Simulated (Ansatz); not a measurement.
Ligand exchange: CH3I + AlH(CH3)(SH) → CH4S + AlH(CH3)I

Species: CH3I (methyl iodide) `CI`, singlet; AlH(CH3)(SH), singlet; CH4S `CS`, singlet; AlH(CH3)I, singlet. The partners trade I for SH: C–I and Al–SH bonds give way to C–SH and Al–I.

Shapes, held fixed at every level: PBE0-D4/def2-TZVP. Flexible molecules stand in one conformer, not always the lowest. Programs: Ansatz 0.2.0. Electronic energies: no zero-point or thermal term.

Q: Estimate ΔE of this reaction.

A: The highest level, CCSD(T)/def2-TZVPP, gives ΔE = -27.5 kJ/mol; the levels span -42.6 to -27.5. The column of differences is taken from that level and isn't an error. No measured value is set beside it here. For atoms past krypton def2 sets carry core potentials with scalar relativity. Correlated rows may include outer-core shells of I, which these sets cover unevenly. Times are processor times on shared x86 and Arm servers, and rough.

```csv
level,kind,ΔE (kJ/mol),less CCSD(T)/def2-TZVPP,CPU time (sum over the molecules)
HF/def2-SVP,Hartree–Fock,-42.6,-15.1,–
r2SCAN-D4/def2-TZVPP,meta-GGA,-29.5,-2.0,24 s
r2SCAN0-D4/def2-TZVPP,global hybrid,-34.0,-6.5,29 s
wB97X-V/def2-TZVPP,range-separated hybrid,-32.2,-4.7,54 s
B2PLYP/def2-TZVPP,double hybrid,-28.8,-1.3,33 s
CCSD/def2-TZVPP,coupled cluster or CI,-29.6,-2.1,–
CCSD(T)/def2-TZVPP,coupled cluster or CI,-27.5,0.0,3.4 min
```

Every level makes the exchange exothermic, so the preference for sulfur on carbon and iodine on aluminium doesn't hinge on the treatment of correlation. The main reason is probably the weakness of the C–I bond: iodine's diffuse 5p orbital overlaps poorly with the compact carbon hybrid, whereas sulfur's 3p orbital makes a markedly stronger bond. Aluminium also binds thiolate well, helped by some lone-pair donation into its empty p orbital, but its bonds are strongly polar and lose less when iodide takes over. The gain at carbon thus outweighs the loss at aluminium.

Adding exact exchange to r2SCAN deepens the reaction energy from -29.5 to -34.0 kJ/mol, while perturbative triples make the coupled-cluster value slightly less negative. The Hartree–Fock outlier can't be put down to missing correlation alone, since its basis is smaller too. The result applies to monomers; organoaluminium thiolates and iodides commonly associate through bridging ligands, which could shift the balance in solution or in the solid.
